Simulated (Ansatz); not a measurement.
## BaB2: pressure and energy above given cell against volume ratio

All results are calculated (Ansatz 0.2.0). Plane-wave density functional theory, PAW datasets, Gaussian smearing 0.05 eV: equation of state, the given cell scaled in volume with shape and atoms relaxed at each volume.

The cell before it is scaled or strained (space group P6/mmm, No. 191):
```
CELL_PARAMETERS angstrom
3.25570 0.00000 0.00000
-1.62780 2.81950 0.00000
0.00000 0.00000 4.97890
ATOMIC_POSITIONS crystal
Ba 0.00000 0.00000 0.00000
B 0.33330 0.66670 0.50000
B 0.66670 0.33330 0.50000
```

Settings of every row: paw set soft_2; functional PBE; spin treatment none; moment partition spheres; spin axis none; wave cutoff 420 eV; k mesh 12x12x8; symmetry use detected.

Atom hubbard u: 0 on all atoms.

Limits: no spin-orbit coupling, which can matter with elements this heavy; the cell comes from a prototype or a list of computed structures and needn't be the stable phase.

```
row  volume ratio  V (Å³/atom)  pressure (GPa)  energy above given cell (meV per atom)
  1         0.945       14.397           6.092                                   15.19
  2          0.96       14.625           4.255                                    7.81
  3          0.98        14.93           2.015                                    1.87
  4             1       15.234               0                                       0
  5          1.02       15.539               ?                                       ?
  6          1.04       15.844          -3.435                                    6.82
  7          1.07       16.301          -5.562                                    19.8
  8           1.1       16.758          -7.364                                   38.31
```

Question: what pressure and energy above given cell should row 5 give?

Worked fit of pressure. Take u = (V_r/V)^(2/3) − 1 with V_r = 15.234 Å³ an atom, which is twice the finite (Eulerian) strain; such expansions in the strain, on which the Birch-Murnaghan equation of state is built, carry the rest volume and the bulk modulus. The shown rows have u = 0.03839, 0.02757, 0.01353, 0, -0.02583, -0.04413, -0.06159. Least squares give pressure = 0.0028 + 143.165 × u + 395.11 × u² + 203.3 × u³ GPa; a parabola predicts inner rows, each left out in turn, worse (root mean square 0.008 against 0.003 GPa). The rows lie off it by -0.001, 0.001, 0.002, -0.003, 0.000, 0.001, -0.001. The pressure vanishes at u = -0.0000, or V = 15.23 Å³ an atom, and there the bulk modulus with shape and atoms relaxed is B = −V dP/dV = (2/3)(1 + u) dP/du = 95.4 GPa. The withheld row has u = -0.01313, so the fit gives 0.0028 + 143.165 × (-0.01313) + 395.11 × (-0.01313)² + 203.3 × (-0.01313)³ = -1.809 GPa.

The calculation gave -1.812 GPa. The fit lies 0.003 GPa (0.022 % of the column's range) above it; its largest miss of a shown row is 0.003 GPa.

Worked fit of energy above given cell. Take u = (V_r/V)^(2/3) − 1 with V_r = 15.234 Å³ an atom, which is twice the finite (Eulerian) strain; such expansions in the strain, on which the Birch-Murnaghan equation of state is built, carry the rest volume and the bulk modulus. The shown rows have u = 0.03839, 0.02757, 0.01353, 0, -0.02583, -0.04413, -0.06159. Least squares give energy above given cell = 0.004 − 1.56 × u + 10242.6 × u² + 2733 × u³ meV per atom; a parabola predicts inner rows, each left out in turn, worse (root mean square 0.099 against 0.018 meV per atom). The rows lie off it by 0.00, 0.01, 0.01, 0.00, -0.01, 0.02, -0.01. Its lowest point lies at u = 0.0001, or V = 15.23 Å³ an atom, and the curvature there gives the bulk modulus with shape and atoms relaxed, B = (4/9)(1 + u)² E″(u)/V = 95.8 GPa. The withheld row has u = -0.01313, so the fit gives 0.004 − 1.56 × (-0.01313) + 10242.6 × (-0.01313)² + 2733 × (-0.01313)³ = 1.78 meV per atom.

The calculation gave 1.78 meV per atom. The fit meets it to the printed digit.
